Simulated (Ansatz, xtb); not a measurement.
# Two isomers of C7H3N2P

Structure a: `N#CC1=CC(C#N)=PC=C1`, a singlet. Structure b: `N#CC1=CC=CC(C#N)=P1`, a singlet. Both are isolated molecules in the gas phase, relaxed with B3LYP-D3(BJ)/def2-SVP.

a (Å):

```csv
atom,x (Å),y (Å),z (Å)
C,-3.3852,-1.1101,-0.9610
C,-2.1800,-0.4045,-1.2964
C,-2.0369,0.9327,-0.8778
C,-0.9084,1.6958,-1.1544
C,0.0216,-0.4819,-2.4089
C,0.9566,-1.2703,-3.1576
C,-1.1886,-1.0761,-2.0303
N,-4.3610,-1.6756,-0.6874
N,1.7245,-1.8955,-3.7644
P,0.4999,1.1788,-2.0370
H,-2.8581,1.3786,-0.3104
H,-0.8906,2.7267,-0.7861
H,-1.3744,-2.1137,-2.3183
```

b (Å):

```yaml
atoms:
  - { symbol: C, position_ang: [-4.0747, 0.2912, -1.4694] }
  - { symbol: C, position_ang: [-2.6619, 0.0653, -1.5645] }
  - { symbol: C, position_ang: [-1.8067, 0.8507, -0.7742] }
  - { symbol: C, position_ang: [-0.4184, 0.7193, -0.7845] }
  - { symbol: C, position_ang: [0.2518, -0.2071, -1.5829] }
  - { symbol: C, position_ang: [-0.4043, -1.0948, -2.4514] }
  - { symbol: C, position_ang: [0.3915, -2.0038, -3.2238] }
  - { symbol: N, position_ang: [-5.2205, 0.4679, -1.3982] }
  - { symbol: N, position_ang: [1.0288, -2.7434, -3.8531] }
  - { symbol: P, position_ang: [-2.1478, -1.1952, -2.6827] }
  - { symbol: H, position_ang: [-2.2576, 1.6015, -0.1198] }
  - { symbol: H, position_ang: [0.1712, 1.3719, -0.1374] }
  - { symbol: H, position_ang: [1.3433, -0.2488, -1.5343] }
```

Task: Estimate which is lower in electronic energy at CCSD(T)/def2-SVP + ΔMP2/def2-TZVPP, and by roughly how much.

Result: CCSD(T)/def2-SVP + ΔMP2/def2-TZVPP gives E(b) − E(a) = +0.002 eV, slightly favouring structure a, which is too small a margin to settle the true order.

How the difference moves with the method:

| level | geometry | E(b) − E(a) (eV) | departure from the last row (eV) | job, with rough time for the two |
| --- | --- | --- | --- | --- |
| GFN2-xTB | GFN2-xTB | −0.015 | −0.016 | optimisation, 0.17 s |
| HF/STO-3G | GFN2-xTB | −0.043 | −0.045 | single point, 0.78 s |
| r2SCAN-D4/def2-SVP | GFN2-xTB | −0.018 | −0.019 | single point, 8.1 s |
| B3LYP-D3(BJ)/def2-SVP | B3LYP-D3(BJ)/def2-SVP | −0.014 | −0.015 | optimisation, 60 s |
| HF/def2-SVP | B3LYP-D3(BJ)/def2-SVP | +0.006 | +0.004 | part of the CCSD(T) run |
| MP2/def2-SVP | B3LYP-D3(BJ)/def2-SVP | −0.017 | −0.018 | part of the CCSD(T) run |
| CCSD(T)/def2-SVP | B3LYP-D3(BJ)/def2-SVP | −0.007 | −0.008 | single point |
| CCSD(T)/def2-SVP + ΔMP2/def2-TZVPP | B3LYP-D3(BJ)/def2-SVP | +0.002 |  | single point, 3.8 min |

As drawn, both hold the same kinds of bond in the same numbers.

The largest departure from CCSD(T)/def2-SVP + ΔMP2/def2-TZVPP is that of HF/STO-3G, 0.045 eV. The last row adds to CCSD(T) the change of the MP2 difference between the two basis sets, here +0.008 eV.

With thermal terms from frequencies at re-optimised GFN2-xTB minima (ideal gas, soft modes damped towards free rotors, one conformer each, 298.15 K, 1 atm): on the last row, ΔE + ΔZPE = +0.005, ΔH = +0.006, ΔG = +0.024 eV.

The correlated steps freeze 14 core orbitals. Codes used: Ansatz 0.2.0, xtb 6.7.1; the last row on 2 threads of Arm Neoverse V2 on a shared host.

The two molecules are positional isomers of an aromatic phosphinine, with nitriles at the 2,4-positions in a and the 2,6-positions in b. The nitriles are meta to each other in both, so the comparison comes down to moving one of them between the para and ortho positions relative to phosphorus. Both positions conjugate with phosphorus in a similar way, and this probably explains the near-degeneracy. Any inductive advantage of the carbon next to the electropositive phosphorus seems to be largely offset, perhaps by local repulsion or less favourable dipole alignment, though total energies cannot separate these terms.

The free-energy difference of +0.024 eV leans further towards a than the enthalpy difference of +0.006 eV. Most of that shift probably reflects rotational symmetry: b has a twofold axis through phosphorus and the opposite carbon, which lowers its rotational entropy, whereas a has none. It is therefore not a sign of stronger bonding in a. A polar solvent could reorder the pair, since the isomers should differ in dipole moment.
